# Methanation rate law from hydrogen-assisted CO activation: solution key

**Problem.** For CO + 3 H₂ → CH₄ + H₂O on Ru/SiO₂: (a) state premises; (b) derive the rate when the $j$-th H addition to adsorbed CO is limiting; (c) find its maximum, orders, saturation limit and apparent activation energy; (d) derive the carbide alternative; (e) show what decides the water dependence; (f) give the range of validity; (g) evaluate the result near CO saturation.

**Conventions.** An asterisk denotes a site, $\theta_i$ the fraction of sites holding species $i$, and $\theta_v$ the vacant fraction. Pressures are in Pa, $p^\circ=10^5$ Pa, and $p_w\equiv p_{\mathrm{H_2O}}$. The rate $r$ is per site, in s⁻¹. Rate constants of two-site steps include the number of neighbouring sites. The order in species $i$ is $n_i=\partial\ln r/\partial\ln p_i$ at fixed temperature and fixed other pressures.

## (a) Premises

**P1.** Sites are identical, each holds one adsorbate, and adsorbates do not interact. The probability that two given neighbouring sites hold A and B is then $\theta_A\theta_B$ (Langmuir–Hinshelwood kinetics).

**P2.** Gases are ideal, the surface is at steady state, and there are no gradients of concentration or temperature.

**P3.** The sequence, with $I_i\equiv \mathrm{H}_i\mathrm{CO}^*$ and $I_0\equiv\mathrm{CO}^*$, is

- A: CO + \* ⇌ CO\*, constant $K_{CO}$ (Pa⁻¹)
- B: H₂ + 2\* ⇌ 2 H\*, constant $K_H$ (Pa⁻¹)
- $i=1,\dots,j-1$: $I_{i-1}$ + H\* ⇌ $I_i$ + \*, constants $K_i$ (dimensionless)
- $j$: $I_{j-1}$ + H\* → products, rate constant $k_j$ (s⁻¹)
- later steps, which give CH₄ and H₂O and free the sites.

No oxygen-containing fragment leaves the intermediate before step $j$.

**P4.** Steps A, B and $1,\dots,j-1$ are quasi-equilibrated: each one-way rate far exceeds $r$. Step $j$ is irreversible.

**P5.** CO\* is the most abundant intermediate: all other coverages are negligible beside $\theta_{CO}+\theta_v$.

**P6.** Every CO that passes step $j$ ends as CH₄, with its oxygen in H₂O. If chains grow, $r$ is the rate of CO consumption and the methane rate is $r$ times the carbon selectivity to methane.

## (b) Derivation

**Step 1, CO adsorption.** By P4 adsorption and desorption balance, $k_Ap_{CO}\theta_v=k_{-A}\theta_{CO}$, so with $K_{CO}=k_A/k_{-A}$

$$\theta_{CO}=x\,\theta_v,\qquad x\equiv K_{CO}p_{CO}.\tag{1}$$

**Step 2, H₂ adsorption.** Dissociation needs two vacant sites and recombination two H\*. By P1, $k_Bp_{H_2}\theta_v^2=k_{-B}\theta_H^2$, and the positive root is

$$\theta_H=u\,\theta_v,\qquad u\equiv (K_Hp_{H_2})^{1/2}.\tag{2}$$

**Step 3, equilibrated additions.** For step $i<j$, $k_i\theta_{i-1}\theta_H=k_{-i}\theta_i\theta_v$, hence $\theta_i=K_iu\,\theta_{i-1}$ by (2). Applying this $j-1$ times from $\theta_0=\theta_{CO}$,

$$\theta_{j-1}=\Big(\prod_{i=1}^{j-1}K_i\Big)u^{\,j-1}\,x\,\theta_v .\tag{3}$$

Only the product of the $K_i$ enters. It is the equilibrium constant for forming $I_{j-1}$ from CO\* and H\*, and does not depend on the path or on the isomers passed.

**Step 4, limiting step.** At steady state every step of the single sequence carries the net rate $r$ times its stoichiometric number, which is 1 for step $j$. That step is irreversible, so

$$r=k_j\theta_{j-1}\theta_H=k_j\Big(\prod_{i<j}K_i\Big)u^{\,j}\,x\,\theta_v^2=k\,K_{CO}\,p_{CO}\,p_{H_2}^{\,j/2}\,\theta_v^2,\tag{4}$$

$$k\equiv k_jK_H^{\,j/2}\prod_{i<j}K_i\quad(\mathrm{s^{-1}\,Pa^{-j/2}}).$$

The later steps do not appear. They fix only the coverages of their own intermediates, which P5 neglects.

**Step 5, site balance.** $1=\theta_v+\theta_{CO}+\theta_H+\dots=\theta_v(1+x+u+\dots)$. By P5,

$$\theta_v=\frac{1}{1+x},\qquad\theta_{CO}=\frac{x}{1+x}.\tag{5}$$

**Step 6, result.** Inserting (5) in (4),

$$\boxed{r=\frac{k\,K_{CO}\,p_{CO}\,p_{H_2}^{\,j/2}}{(1+K_{CO}p_{CO})^2}=k\,p_{H_2}^{\,j/2}\,\theta_{CO}(1-\theta_{CO})}\tag{6}$$

Water and methane are absent because they form after the irreversible step and occupy no sites. For $j=2$, for example HCO\* + H\* → HCOH\* + \*, the rate is first order in H₂.

## (c) Consequences

**Maximum.** At fixed $p_{H_2}$ and $T$, with $f(x)=x/(1+x)^2$,

$$f'(x)=\frac{(1+x)^2-2x(1+x)}{(1+x)^4}=\frac{1-x}{(1+x)^3}.$$

This is positive for $x<1$ and negative for $x>1$, so the only maximum is at $K_{CO}p_{CO}=1$, where $\theta_{CO}=1/2$ and $r_{max}=k\,p_{H_2}^{j/2}/4$. CO supplies the carbon and also blocks the site needed by H\*.

**Orders.** From $\ln r=\ln x-2\ln(1+x)+\tfrac j2\ln p_{H_2}+\text{const}$,

$$n_{CO}=1-2\theta_{CO},\qquad n_{H_2}=j/2,\qquad n_w=0.\tag{7}$$

**Saturation.** Since $f=\theta_{CO}^2/x$,

$$r=\frac{k}{K_{CO}}\frac{p_{H_2}^{\,j/2}}{p_{CO}}\,\theta_{CO}^2=\frac{k}{K_{CO}}\frac{p_{H_2}^{\,j/2}}{p_{CO}}\Big(1-\frac2x+\frac3{x^2}-\dots\Big)\quad(x>1).\tag{8}$$

For $x\to\infty$ the rate tends to $r_\infty=(k/K_{CO})\,p_{H_2}^{j/2}/p_{CO}$. Data in this limit determine only the ratio $k/K_{CO}$. At fixed H₂/CO ratio $r_\infty$ scales with total pressure as $P^{\,j/2-1}$, so for $j=2$ it depends on the ratio alone.

**Apparent activation energy.** In transition-state form, $kK_{CO}=(k_BT/h)\,e^{\Delta S^\ddagger/R}e^{-\Delta H^\ddagger/RT}\,(p^\circ)^{-(1+j/2)}$, where $\Delta H^\ddagger$ and $\Delta S^\ddagger$ refer to forming the transition state from CO(g), $\tfrac j2$ H₂(g) and two vacant sites, and are taken as independent of $T$. With $d\ln K_{CO}/dT=\Delta H_{CO}/RT^2$, (5) gives $d\ln\theta_v/dT=-\theta_{CO}\Delta H_{CO}/RT^2$, so at fixed pressures

$$E_{app}\equiv RT^2\frac{\partial\ln r}{\partial T}=\Delta H^\ddagger+RT-2\theta_{CO}\Delta H_{CO}.\tag{9}$$

As $\Delta H_{CO}<0$, $E_{app}$ rises with coverage. At saturation $\Delta H^\ddagger-2\Delta H_{CO}$ is the enthalpy of 2 CO\* + $\tfrac j2$ H₂ → transition state + CO(g).

## (d) Carbide route

Keep A, B, P1, P2 and P6, and replace the rest by

- D: CO\* + \* ⇌ C\* + O\*, with $K_d=k_d/k_{-d}$
- W: O\* + H₂ ⇌ H₂O + \*, equilibrated, with dimensionless $K_w$; this is the sum of B and of the H\* additions to O\* with desorption of water
- H additions to C\*: the first $m-1$ equilibrated, the $m$-th irreversible.

The coverages of H\* and CH$_i$\* are neglected in the site balance.

**Oxygen.** Equilibrium of W, $K_w=p_w\theta_v/(p_{H_2}\theta_O)$, gives

$$\omega\equiv\frac{\theta_O}{\theta_v}=\frac{p_w}{K_wp_{H_2}}.\tag{10}$$

**Carbon removal.** The argument of Steps 3 and 4 applied to C\* gives, with $c\equiv\theta_C/\theta_v$ and $\kappa$ the product of the $m$-th rate constant and the $m-1$ equilibrium constants,

$$r=\kappa\,u^m\,c\,\theta_v^2.\tag{11}$$

**Carbon balance.** Steady state of the carbon fragments requires that the net rate of D equal (11): $k_dx\theta_v^2-k_{-d}c\,\omega\,\theta_v^2=\kappa u^mc\,\theta_v^2$. The factor $\theta_v^2$ cancels, and

$$c=\frac{k_dx}{\kappa u^m+k_{-d}\omega},\qquad r=\frac{k_d\,x\,\theta_v^2}{1+p_w/p^*},\qquad p^*\equiv\frac{\kappa u^mK_wp_{H_2}}{k_{-d}}.\tag{12}$$

**Limit $p_w\gg p^*$: D equilibrated.** Recombination of C\* and O\* outruns hydrogenation, $c=K_dx/\omega$, and with (10)

$$\boxed{\frac{\theta_C}{\theta_v}=K\,\frac{p_{CO}\,p_{H_2}}{p_w},\qquad K=K_{CO}K_dK_w}\tag{13}$$

$K$ (Pa⁻¹) is the equilibrium constant of CO + H₂ + \* ⇌ C\* + H₂O. Equation (13) needs both D and W in equilibrium; W alone gives (12). The rate is

$$r=\frac{\kappa K_H^{m/2}K\,p_{CO}\,p_{H_2}^{\,1+m/2}}{p_w\,(1+x+c+\omega)^2}.\tag{14}$$

Since $c\propto p_{CO}p_{H_2}/p_w$ and $\omega\propto p_w/p_{H_2}$, logarithmic differentiation gives

$$n_w=-1+2\theta_C-2\theta_O,\quad n_{H_2}=1+\tfrac m2-2\theta_C+2\theta_O,\quad n_{CO}=1-2\theta_{CO}-2\theta_C.\tag{15}$$

With CO\* dominant, $n_w=-1$ and $n_{H_2}=1+m/2\ge 3/2$, while the CO dependence is that of (6). With C\* dominant, $n_w\to+1$, because water then clears carbon from the sites. The water order vanishes only at the special composition $\theta_C-\theta_O=1/2$.

**Limit $p_w\ll p^*$: D irreversible.** With CO\* dominant, $r=k_dx/(1+x)^2$. This is (6) with $j=0$: no water term and zero order in H₂. Carried to $p_w\to0$, (13) gives $c\to\infty$ and (14) gives $r\propto p_w\to0$. This carbon-covered surface with vanishing rate is an artefact of the equilibrium assumption, since (12) keeps $c$ finite, $c\to k_dx/(\kappa u^m)$.

**Residence-time test.** In plug flow at small CO conversion $X$ of a dry feed, $p_w=p_{CO}X$ and $dX/d\tau=r$, where $\tau$ is the amount of sites divided by the molar CO feed rate. With CO\* dominant, $r_d=k_dx/(1+x)^2$ is constant along the bed, and integration of (12) gives

$$X+\frac{p_{CO}X^2}{2p^*}=r_d\tau.\tag{16}$$

If $p_w\gg p^*$ over most of the bed, $X\propto\tau^{1/2}$; equation (6) gives $X\propto\tau$.

## (e) What decides the water dependence

If every step before the limiting one is equilibrated with CO, H₂ and, where oxygen has left, H₂O, the transition state is in quasi-equilibrium with these gases. Let it have composition CO$_a$H$_q$ with $a=0$ or 1, and cover $s$ sites. The atom balance is

$$\mathrm{CO}+\big(\tfrac q2+1-a\big)\mathrm{H_2}+s\,{*}\rightleftharpoons[\mathrm{CO}_a\mathrm{H}_q]^\ddagger+(1-a)\,\mathrm{H_2O},$$

with $q+2-2a$ hydrogen atoms and one oxygen atom on each side. By P1 the probability of $s$ given vacant sites is $\theta_v^s$, so

$$r\propto p_{CO}\;p_{H_2}^{\,q/2+1-a}\;p_w^{-(1-a)}\;\theta_v^{\,s}.\tag{17}$$

For $s=2$, the choice $a=1,\ q=j$ gives (6), $a=1,\ q=0$ gives limiting direct dissociation, and $a=0,\ q=m$ gives (14). Three conclusions follow.

1. The factor $1/p_w$ shows that oxygen has left before the limiting step, by whatever path. An H-assisted cleavage that is equilibrated together with water formation gives the same rate law as the carbide route.
2. With CO\* dominant, $n_w=0$ together with $n_{H_2}>0$ shows a transition state that holds both O and H.
3. The exponent 2 is a site count. For general $s$, $n_{CO}=1-s\theta_{CO}$, the maximum lies at $x=1/(s-1)$ for $s>1$, and the saturation order is $1-s$.

## (f) Range of validity

**Reversibility.** For elementary steps the ratio of reverse to forward rate is $z_i=\exp(\Delta G_i/RT)$ (De Donder), and $\prod z_i^{\sigma_i}=\eta$ with stoichiometric numbers $\sigma_i$ and

$$\eta=\frac{p_{CH_4}\,p_w\,(p^\circ)^2}{K_{eq}\,p_{CO}\,p_{H_2}^3}.$$

Earlier steps have $z=1$ and later ones $z\le1$, so $z_j\ge\eta$, with equality and $r_{net}=r(1-\eta)$ if the later steps are equilibrated. Thus $\eta\ll1$ is necessary for P4 but not sufficient: the product of step $j$ must also react onward faster than it returns.

**Quasi-equilibrium of the additions.** For $j=2$ with finite rates, the balance $k_1\theta_{CO}\theta_H=k_{-1}\theta_1\theta_v+k_2\theta_1\theta_H$ gives $\theta_1=k_1xu\,\theta_v/(k_{-1}+k_2u)$, and

$$r=\frac{r_{(6)}}{1+\epsilon},\qquad\epsilon=\frac{k_2u}{k_{-1}},\qquad n_{H_2}=1-\frac{\epsilon}{2(1+\epsilon)}.\tag{18}$$

Equation (6) needs $\epsilon\ll1$. As $\epsilon\propto p_{H_2}^{1/2}$, control passes to the first addition at high H₂ pressure, and the order falls from 1 to 1/2.

**Hydrogen coverage.** Keeping H\* in Step 5, $\theta_v=1/(1+x+u)$, and

$$n_{CO}=1-2\theta_{CO},\qquad n_{H_2}=\tfrac j2-\theta_H,\qquad x_{max}=1+u.\tag{19}$$

The last relation follows from $\partial[x/(1+x+u)^2]/\partial x=(1+u-x)/(1+x+u)^3$. P5 requires $u\ll1+x$. It is best satisfied at saturation and weaker near the maximum, whose position at $x=1$ needs $u\ll1$. If H binds on separate sites that CO does not block, $s=1$ for the CO lattice and the maximum disappears.

**Lateral interactions.** P1 is weakest in a dense CO layer. As an estimate, let the free energy of CO\* rise by $w\theta$ and that of the transition state by $w^\ddagger\theta$, with $\theta=\theta_{CO}$, $b=w/RT$ and $b^\ddagger=w^\ddagger/RT$. Shifts of H\* and of the $I_i$ cancel, because by (e) the rate depends only on the transition state and the gases. Then

$$\frac{\theta}{1-\theta}\,e^{b\theta}=K_0p_{CO},\qquad r\propto p_{CO}\,p_{H_2}^{\,j/2}(1-\theta)^2e^{-b^\ddagger\theta}.$$

Differentiating the isotherm, $d\ln p_{CO}/d\theta=1/[\theta(1-\theta)]+b$. Also $d\ln r/d\ln p_{CO}=1-[2/(1-\theta)+b^\ddagger]\,d\theta/d\ln p_{CO}$. Hence

$$n_{CO}=1-\frac{2\theta+b^\ddagger\theta(1-\theta)}{1+b\,\theta(1-\theta)}.\tag{20}$$

The departure from the Langmuir order is $n_{CO}-(1-2\theta)=\theta(1-\theta)(2\theta b-b^\ddagger)/[1+b\theta(1-\theta)]$. It is small if $b\theta(1-\theta)$ and $b^\ddagger\theta(1-\theta)$ are small beside 1, and it also vanishes, for any $b$, at the coverage where $b^\ddagger=2\theta b$. The orders $n_{H_2}=j/2$ and $n_w=0$ survive, since $\theta$ depends on $p_{CO}$ alone.

**Other limits.** Equation (6) also fails if water, OH\*, O\* or carbon accumulate, if water opens a parallel path by transferring H, if several kinds of Ru site contribute with different constants, if the saturation density of the CO layer itself changes with pressure, or if pore diffusion or the heat of reaction creates gradients.

## (g) Numerical illustration: Ru/SiO₂ near CO saturation

**Inputs.** These are assumed values of plausible size and approximate thermochemical values, not measurements: $j=2$, $T=550$ K, $p_{H_2}=1.0\times10^5$ Pa, $p_{CO}=3.0\times10^3$ Pa, $K_{CO}=3.0\times10^{-3}$ Pa⁻¹ (an effective value for the dense layer), $k=1.0\times10^{-5}$ s⁻¹ Pa⁻¹, CO conversion 2 %. Then $RT=4.57$ kJ mol⁻¹, $kp_{H_2}=1.0$ s⁻¹ and $p_w=p_{CH_4}=60$ Pa.

**Rate.** $x=9.0$, $\theta_{CO}=0.90$, $\theta_v=0.10$, and (6) gives $r=1.0\times9.0/10^2=0.090$ s⁻¹. The maximum is 0.25 s⁻¹ at $p_{CO}=1/K_{CO}=333$ Pa.

| $p_{CO}$ / Pa | $x$ | $\theta_{CO}$ | $r$ / s⁻¹ | $r_\infty$ / s⁻¹ | $n_{CO}$ |
|---|---|---|---|---|---|
| 100 | 0.30 | 0.23 | 0.18 | 3.3 | 0.54 |
| 333 | 1.0 | 0.50 | 0.25 | 1.0 | 0.00 |
| 1000 | 3.0 | 0.75 | 0.19 | 0.33 | −0.50 |
| 3000 | 9.0 | 0.90 | 0.090 | 0.11 | −0.80 |
| 10000 | 30 | 0.97 | 0.031 | 0.033 | −0.94 |

At $\theta_{CO}=0.90$ the asymptote exceeds the rate by the factor $1/\theta_{CO}^2$, that is by 23 %. For an assumed 5.0 % Ru by mass, dispersion 0.15, one site per surface Ru atom and $M_{Ru}\approx0.101$ kg mol⁻¹, the site content is $0.050\times0.15/0.101=0.074$ mol kg⁻¹ and the rate is $6.7\times10^{-3}$ mol kg⁻¹ s⁻¹. With an assumed $\Delta H_{CO}=-90$ kJ mol⁻¹, the coverage term in (9) is 90 kJ mol⁻¹ at the maximum and 162 kJ mol⁻¹ at $\theta_{CO}=0.90$, so $E_{app}$ rises by 72 kJ mol⁻¹ between them.

**Size of the neglected terms.**

- *Reversibility.* With the approximate $\Delta G^\circ\approx-84$ kJ mol⁻¹ for methanation at 550 K, $K_{eq}\approx1\times10^8$ and $\eta\approx1\times10^{-13}$. The necessary condition holds.
- *Quasi-equilibrium.* An assumed $\epsilon=0.10$ multiplies $r$ by 0.91 and gives $n_{H_2}=0.95$.
- *Hydrogen.* An assumed $K_H=1.0\times10^{-6}$ Pa⁻¹ gives $u=0.32$, $\theta_H=0.031$, $\theta_{CO}=0.87$, $r=0.085$ s⁻¹ (a factor 0.94), $n_{H_2}=0.97$ and $n_{CO}=-0.74$, but moves the maximum to $4.4\times10^2$ Pa. The rate stays within 10 % of (6) while $(1+x)^2/(1+x+u)^2>0.9$, that is for $u<0.54$ or $K_H<2.9\times10^{-6}$ Pa⁻¹.
- *Interactions.* An assumed $w=40$ kJ mol⁻¹ gives $b=8.7$ and $b\theta(1-\theta)=0.79$ at $\theta=0.90$; the same coverage at the same pressure then corresponds to $K_0=K_{CO}e^{b\theta}\approx8$ Pa⁻¹. Equation (20) gives $n_{CO}=-0.01$, $-0.45$ and $-0.89$ for $b^\ddagger=0$, $b$ and $2b$, against $-0.80$ from (7). The shift can be as large as the order itself. The middle case, read through (7), would suggest a coverage near 0.7 in place of 0.90.

**Contrast with the equilibrated carbide route**, CO\* dominant. Raising $p_w$ from 60 Pa to 600 Pa by co-feeding leaves (6) unchanged and multiplies (14) by 0.10. Doubling $p_{H_2}$ multiplies (6) by 2.0 and (14), for $m=1$, by 2.8. Doubling $\tau$ multiplies the conversion by 2.0 and by 1.4 respectively.

Equation (13) also fixes the chemical potential of surface carbon. For CO + H₂ ⇌ C(graphite) + H₂O the approximate value is $\Delta G^\circ\approx-57$ kJ mol⁻¹ at 550 K, and $p_{CO}p_{H_2}/(p_wp^\circ)=50$. Therefore $\mu_C-\mu_{graphite}=57+RT\ln50=57+18=75$ kJ mol⁻¹. With $\Delta G_C$ the standard free energy of C(graphite) + \* → C\*, $c=\exp[(\mu_C-\mu_{graphite}-\Delta G_C)/RT]$. The condition $c\ll x$ needs $\Delta G_C$ to exceed $75-RT\ln9=75-10=65$ kJ mol⁻¹ by several $RT$. Otherwise carbon, not CO, would cover the surface of an equilibrated carbide route.

**Summary of validity.** Equation (6) holds for $\epsilon\ll1$, $u\ll1+x$, an irreversible step $j$, a two-site transition state that retains its oxygen, and $b\theta(1-\theta),\ b^\ddagger\theta(1-\theta)\ll1$. Near saturation the orders in H₂ and H₂O are insensitive to CO–CO repulsion, whereas the CO order, the position of the maximum and the meaning of $K_{CO}$ are not.